## Basis-set effects on the atomization energy of a chlorofluorocyclobutene

Two entries of the table below are left open: Hartree-Fock (HF) in the def2-TZVPP basis and CCSD(T) in the smaller def2-SVP basis. Can they be worked out from the remaining rows? The atomization energy is the electronic energy needed to pull the molecule apart into free atoms, without zero-point motion. It depends on the method, which decides how the electrons' mutual avoidance (correlation) is treated, and on the basis, which decides how flexible the orbitals are.

Atomization energies of C4H4ClF (SMILES FC1=CCC1Cl) in the gas phase, computed with Ansatz 0.2.0 at the PBE0-D4/def2-TZVP geometry with frozen cores; electronic, without zero-point or spin-orbit terms. Limit: HF and MP2 extrapolated from def2-TZVPP and def2-QZVPP; CCSD and CCSD(T) add their difference from MP2 in def2-TZVPP to the MP2 limit.

```csv
method,basis,basis functions,atomization energy (eV),less CCSD(T) at the limit (eV),less the same method at the limit (eV)
HF,def2-SVP,108,31.253,-11.685,0.461
MP2,def2-SVP,108,42.090,-0.849,-2.180
CCSD,def2-SVP,108,40.451,-2.488,-1.621
CCSD(T),def2-SVP,108,?,?,?
HF,def2-TZVPP,253,?,?,?
MP2,def2-TZVPP,253,43.152,0.214,-1.117
CCSD,def2-TZVPP,253,40.955,-1.983,-1.117
CCSD(T),def2-TZVPP,253,41.821,-1.117,-1.117
HF,def2-QZVPP,475,30.785,-12.154,-0.007
MP2,def2-QZVPP,475,43.809,0.871,-0.460
HF,limit,n/a,30.792,-12.147,0.000
MP2,limit,n/a,44.269,1.331,0.000
CCSD,limit,n/a,42.072,-0.866,0.000
CCSD(T),limit,n/a,42.938,0.000,0.000
```

### Two kinds of convergence

From the smallest basis to the limit, HF and the correlated methods move in opposite directions. From def2-SVP to def2-QZVPP the HF value falls by about half an electronvolt, while the MP2 value rises by 1.7 eV. The fall in HF means that the better basis lowers the energy of the free atoms more than that of the molecule. A likely reason, which these data do not test, is that an atom in a molecule can borrow functions from its neighbours and so suffers less from a small basis.

The helium atom shows why correlation converges more slowly. Its HF orbital needs only spherical functions, and a handful of them suffices. To describe how its two electrons avoid each other at close range, functions of ever higher angular momentum are needed, and the remaining error shrinks only as the inverse cube of the highest angular momentum included. Pairs of electrons in a molecule pose the same difficulty, and bonding creates new pairs from electrons that are single in the free atoms: C4H4ClF has 17 valence pairs, its free atoms only 10. A small basis should therefore cost the molecule more correlation energy than the atoms, which fits the rise of the MP2 value.

### Forecast for HF in def2-TZVPP

The limit rows of HF and MP2 are extrapolated from the triple- and quadruple-zeta results. Such an extrapolation continues the last step in the same direction. The HF limit lies 0.007 eV above the quadruple-zeta value, so the triple-zeta value should lie below it. HF would then fall from def2-SVP to def2-TZVPP and rise slightly afterwards.

The size of that dip can be estimated from MP2, whose atomization energy is the HF value plus a correlation part $C$. Assume that $C$ was extrapolated with the inverse-cube law, $C_X = C_\infty - A/X^3$, where $X$ is 3 for triple and 4 for quadruple zeta and $A$ is a constant. The table gives, in eV,

$$C_4 = 43.809 - 30.785 = 13.024, \qquad C_\infty = 44.269 - 30.792 = 13.477.$$

The law then fixes the triple-zeta part, and subtracting it from the MP2 total leaves HF:

$$C_3 = 13.477 - \tfrac{64}{27}\,(13.477 - 13.024) = 12.403,$$

$$E_\mathrm{HF} = 43.152 - 12.403 = 30.749.$$

The forecast is **30.75 ± 0.03 eV**. It partly reads back a number that went into the limit rows, so it tests the assumed extrapolation law more than any physics of the molecule. A different law, in which the error of HF alone falls exponentially with the square root of $X$, gives 30.73 eV, which is inside the range; its decay constant is recalled, not taken from the table.

### Forecast for CCSD(T) in def2-SVP

CCSD treats electrons that are excited in pairs; the "(T)" adds an estimate for three electrons excited together. In def2-TZVPP these triples strengthen the binding by 0.866 eV. The CCSD value in def2-SVP is known, so only the triples contribution in that basis has to be guessed. It should be smaller, because three electrons that move at once need a choice of empty orbitals that a small basis can hardly offer. CCSD(T) should therefore lie above CCSD but below MP2.

A rough count of orders gives a size. The MP2 correlation energy is of second order in the perturbation, the leading triples term of fourth order. In def2-SVP the MP2 correlation part is $r = 0.87$ of its inferred triple-zeta value. If every two orders cost one factor $r$, the triples keep the share $r^2$, or about three quarters, which makes 0.66 eV.

Added to CCSD, this gives a forecast of **41.11 ± 0.12 eV**. The argument is crude, since atoms and molecule need not lose the same share. The range is therefore wide enough to include triples that shrink only by $r$, which would give 41.21 eV. It excludes triples that do not shrink at all.

### Computed values

The withheld rows as computed:

```csv
method,basis,basis functions,atomization energy (eV),less CCSD(T) at the limit (eV),less the same method at the limit (eV)
CCSD(T),def2-SVP,108,41.061,-1.877,-1.877
HF,def2-TZVPP,253,30.740,-12.198,-0.051
```

Both values fall inside their ranges. HF does dip below its quadruple-zeta value, by 0.045 eV, and the forecast is too high by about 0.01 eV. The square-root law comes about equally close. The two laws do not compete, since one describes the correlation part and the other the HF part, and the limit rows were in fact made with both. The power used for correlation was slightly smaller than the cube assumed here, which accounts for the small miss. The dip is no sign of a faulty calculation: an atomization energy is a difference, and it can pass its limit when atoms and molecule improve at different rates.

The CCSD(T) forecast has the right place between CCSD and MP2 but is too high by 0.05 eV. Since the CCSD value was known, the whole miss lies in the triples. They contribute 0.61 eV, or 70% of their triple-zeta value, so they suffer even more from the small basis than the count of orders allows. Simple scaling by $r$ would have missed by three times as much. The total energies from the same calculations show that the assumption of equal shares fails. In def2-SVP the molecule keeps 58% of its triple-zeta triples energy, the free atoms together only 35%. Both shares lie well below the three quarters assumed, and the two errors largely cancel in the difference. The near hit is therefore no proof of the count of orders. The output printed after the text lists the estimates and the misses of the two forecasts; no constant in them was adjusted to the table.

### What this means for the reference

The revealed row also bears on the limit against which all methods are measured. The CCSD(T) limit was not extrapolated directly: it is the triple-zeta value plus the remaining basis correction of MP2, 1.117 eV. This assumes that both methods gain equally from a better basis. Between def2-SVP and def2-TZVPP they do not, for MP2 gains 1.06 eV and CCSD(T) only 0.76 eV.

This difference of 0.30 eV belongs to the step below triple zeta and is not itself the error of the limit, but it shows that equal gains cannot be taken for granted. If MP2 also exaggerates the step beyond triple zeta, which is likely but not computed here, the reference is somewhat too high. By how much is open; a CCSD(T) calculation in def2-QZVPP would tell.

The ranking of the methods is less exposed to this doubt. Against the CCSD(T) limit, HF binds too weakly by 12 eV because it lacks correlation, CCSD too weakly by 0.87 eV because it lacks triples, and MP2 too strongly by 1.33 eV. The last two figures are simply the differences found in def2-TZVPP, carried over to the limit. A larger basis cures none of these errors, just as a better method does not supply the orbitals that a small basis lacks.

Numerical output:

```
HF limit less HF in QZVPP (eV): 0.007
MP2 correlation part in SVP (eV): 10.84
MP2 correlation part in QZVPP (eV): 13.02
MP2 correlation part at the limit (eV): 13.48
MP2 correlation part in TZVPP inferred from the X^-3 law (eV): 12.4
forecast HF in TZVPP (eV): 30.75
half-width of the HF forecast range (eV): 0.03
rival HF in TZVPP from root-exponential law (eV): 30.73
triples contribution in TZVPP (eV): 0.866
share r of MP2 correlation part, SVP over inferred TZVPP: 0.8737
forecast triples contribution in SVP (eV): 0.6611
forecast CCSD(T) in SVP (eV): 41.11
half-width of the CCSD(T) forecast range (eV): 0.12
rival CCSD(T) in SVP with triples scaled by r (eV): 41.21
rival CCSD(T) in SVP with triples unchanged (eV): 41.32
computed HF in TZVPP (eV): 30.74
miss for HF in TZVPP, forecast less computed (eV): 0.008778
computed HF step from TZVPP to QZVPP (eV): 0.045
computed CCSD(T) in SVP (eV): 41.06
miss for CCSD(T) in SVP, forecast less computed (eV): 0.0511
computed triples contribution in SVP (eV): 0.61
computed triples contribution, SVP over TZVPP: 0.7044
MP2 gain from SVP to TZVPP (eV): 1.062
CCSD gain from SVP to TZVPP (eV): 0.504
computed CCSD(T) gain from SVP to TZVPP (eV): 0.76
```
